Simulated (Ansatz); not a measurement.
# Abstraction of Br: CBrCl2F + C2HF2 → CCl2F + C2HBrF2

Species: CBrCl2F (bromodichlorofluoromethane) `FC(Cl)(Cl)Br`, singlet; C2HF2 `F/[C]=C\F`, doublet; CCl2F (dichlorofluoromethyl radical) `F[C](Cl)Cl`, doublet; C2HBrF2 `F/C=C(\F)Br`, singlet. A radical takes Br: the energy is the difference in strength between two C–Br bonds in different surroundings.

Shapes, held fixed at every level: PBE0-D4/def2-TZVP. Programs: Ansatz 0.2.0. Electronic energies: no zero-point or thermal term.

Problem. Estimate ΔE of this reaction.

Solution. B2PLYP/def2-TZVPP gives ΔE = -100.1 kJ/mol; the levels span -100.5 to -88.6. The median of the levels is -98.5. No measured value is set beside it here. Spin contamination: C2HF2 (⟨S²⟩ up to 0.94). Open shells run unrestricted unless RO is named. Relativity is left out for Br unless named. Correlated rows may include outer-core shells of Br, which these sets cover unevenly.

```
              level                    kind  ΔE (kJ/mol)
      HF/def2-TZVPP            Hartree–Fock        -88.6
  PBE-D4/def2-TZVPP                     GGA        -98.1
B3LYP-D4/def2-TZVPP           global hybrid        -98.5
 PBE0-D4/def2-TZVPP           global hybrid       -100.5
 wB97M-V/def2-TZVPP  range-separated hybrid        -94.8
 wB97X-V/def2-TZVPP  range-separated hybrid        -99.3
  B2PLYP/def2-TZVPP           double hybrid       -100.1
```

Bromine transfer to the difluorovinyl radical is clearly exothermic at every level, so the C–Br bond formed is stronger than the one broken. Both ends of the exchange favour this. The vinyl radical holds its unpaired electron in an in-plane σ orbital with considerable s character, nearly orthogonal to the π system and so little stabilised by delocalisation. Capping it with bromine gives a strong bond to an sp² carbon. In CCl2F, by contrast, halogen lone pairs delocalise into the singly occupied orbital, and losing bromine probably also relieves crowding at the tetrahedral carbon.

Because one C–Br bond replaces another, much of the error in describing the bond cancels, which suggests why the GGA, at -98.1 kJ/mol, lies close to most of the hybrids. Hartree–Fock gives the least exothermic value, -88.6 kJ/mol, probably because correlation does not cancel fully between the two radicals and their bromides. The driving force alone does not establish that bromine abstraction outpaces chlorine abstraction, since no barriers were computed.
